Bulk PtSe₂ is a semimetal in PBE: its filled and empty bands overlap in energy. The table shows what a one-shot G0W0 correction does to six levels at three points of the Brillouin zone. Both columns of levels count from row 3, so every shift below is relative to the shift of that row.

Levels of bulk PtSe₂ from one-shot G0W0 in Yambo 5.3.0 (plasmon-pole model, 105 bands, 5 Ry screening block, no Drude term), starting from Quantum ESPRESSO PBE states with PseudoDojo 0.5 potentials, a 4×4×3 k mesh, 0.05 eV Fermi-Dirac smearing and no spin-orbit coupling. Each column of levels counts from its own highest filled level.

```csv
row,state k a (reciprocal cell vector),state k b (reciprocal cell vector),state k c (reciprocal cell vector),state band,state start level (eV),state corrected level (eV),state weight z
1,0.000,0.000,0.000,top filled,-0.547,-1.202,0.79600
2,0.000,0.000,0.000,first empty,0.932,0.370,0.79300
3,0.000,0.250,0.333,top filled,0.000,0.000,0.79400
4,0.000,0.250,0.333,first empty,0.695,0.865,0.79400
5,0.000,0.250,-0.333,top filled,-1.211,-1.504,0.78800
6,0.000,0.250,-0.333,first empty,1.863,1.994,0.79200
```

**(a) The cell holds 50 valence electrons, enough to fill 25 bands. To which band does the empty level at Γ, row 2, belong?**

The correlation part of the self-energy, $\Sigma_c$, gives the clue. When an electron is removed, the other electrons relax around the hole and make the removal cheaper, which raises a filled level. They relax around an added electron too, which lowers an empty level. Near the Fermi level, a positive $\Sigma_c$ therefore points to a filled state and a negative one to an empty state.

In this calculation $\Sigma_c$ of band 25 is +1.31 eV at the point of row 3 and +2.81 eV at that of row 5, but −1.47 eV at Γ. Row 2 is thus most probably band 25 itself, left empty in a hole pocket, and row 1 is band 24. The electrons that band 25 lacks at Γ must sit in band 26 elsewhere. Rows 4 and 6 belong to that band.

**(b) How far does the correction move filled and empty levels apart at Γ, and why by this amount?**

The distance between rows 1 and 2 grows from 1.48 to 1.57 eV, by only 0.09 eV. The linearised quasiparticle equation shows what lies behind this small number:

$$\Delta E = Z\,(\Sigma_x - V_{xc}) + Z\,\Sigma_c .$$

Here $\Sigma_x$ is the bare exchange, $V_{xc}$ the PBE potential that it replaces, and $Z$ the state weight z of the table, about 0.79 in every row. With the band assignment of part (a), correlation changes the distance by

$$0.793\times(-1.468)-0.796\times 1.770 = -2.57\ \text{eV}.$$

Since the distance nevertheless grows by 0.09 eV, the first term must have opened it by about 2.7 eV. Exchange acts this strongly because it lowers a state more, the more that state overlaps with the filled ones: filled states gain much and empty states less, whereas PBE has one local potential for both. Screening then takes back about 97% of the opening.

At the other two points the levels also move apart, and screening takes back 92% and 91%. Theory gives the reason for such large shares: in a material whose filled and empty levels lie close together, the electrons are easily polarised and screen well. The weaker the screening in a material, the more of the exchange opening survives. The 0.09 eV at Γ is a small remainder of two large terms, and with so few bands, so small a screening block and so coarse a k mesh even its sign is not secure.

**(c) Row 2 starts 0.24 eV above row 4. Where does it end, and has the correction opened a band gap?**

It ends 0.50 eV below row 4. If G0W0 merely shifted all filled levels by one amount and all empty levels by another, the order of two empty levels could not change. A least-squares fit of such a "scissors" shift to all six rows misses by 0.30 eV rms, more than the step of 0.23 eV that it finds between filled and empty. It does worst for row 2, which it lowers by 0.09 eV where the calculation gives 0.56 eV.

The split of part (b) shows where the reordering comes from. Of the 0.73 eV that row 2 loses against row 4, exchange less PBE accounts for 0.60 eV, and correlation adds to the fall instead of opposing it. The filled levels show the usual opposition to different degrees. Against row 3, exchange less PBE pulls down both row 5 and row 1; correlation returns four fifths of the pull to row 5, but only about a third to row 1. That is why row 5 sinks by 0.29 eV and row 1 by 0.66 eV.

Filled row 1 sinks along with empty row 2, so the fall is not peculiar to the empty level. A plausible guess is that the states at Γ have a different mix of Se and Pt orbitals, which PBE's local potential treats differently. Symmetry leaves room for this. Pt sits on an inversion centre, so at Γ a state that is odd about it can't contain Pt d orbitals, while at the other two points inversion sets no such rule. A projection of the states onto atomic orbitals would test this.

Among the listed points, band 25 now lies wholly below band 26, so their overlap has gone. That is not yet a band gap. Three points can't exclude an overlap elsewhere, and the table doesn't show where band 26 holds its electrons in PBE. With smeared occupations, even a level listed as empty, such as row 4, may be partly filled. Spin-orbit coupling, left out here, can move levels of such heavy atoms by tenths of an eV.

The result also undermines its own starting point. Row 2 was corrected as an empty state, in a screening that leaves out the long-wavelength response of the semimetal's free carriers, yet in the new order of the listed levels its band would fill before band 26. When a correction changes which levels should be filled, the occupations and the screening should be recomputed before a gap is read off.
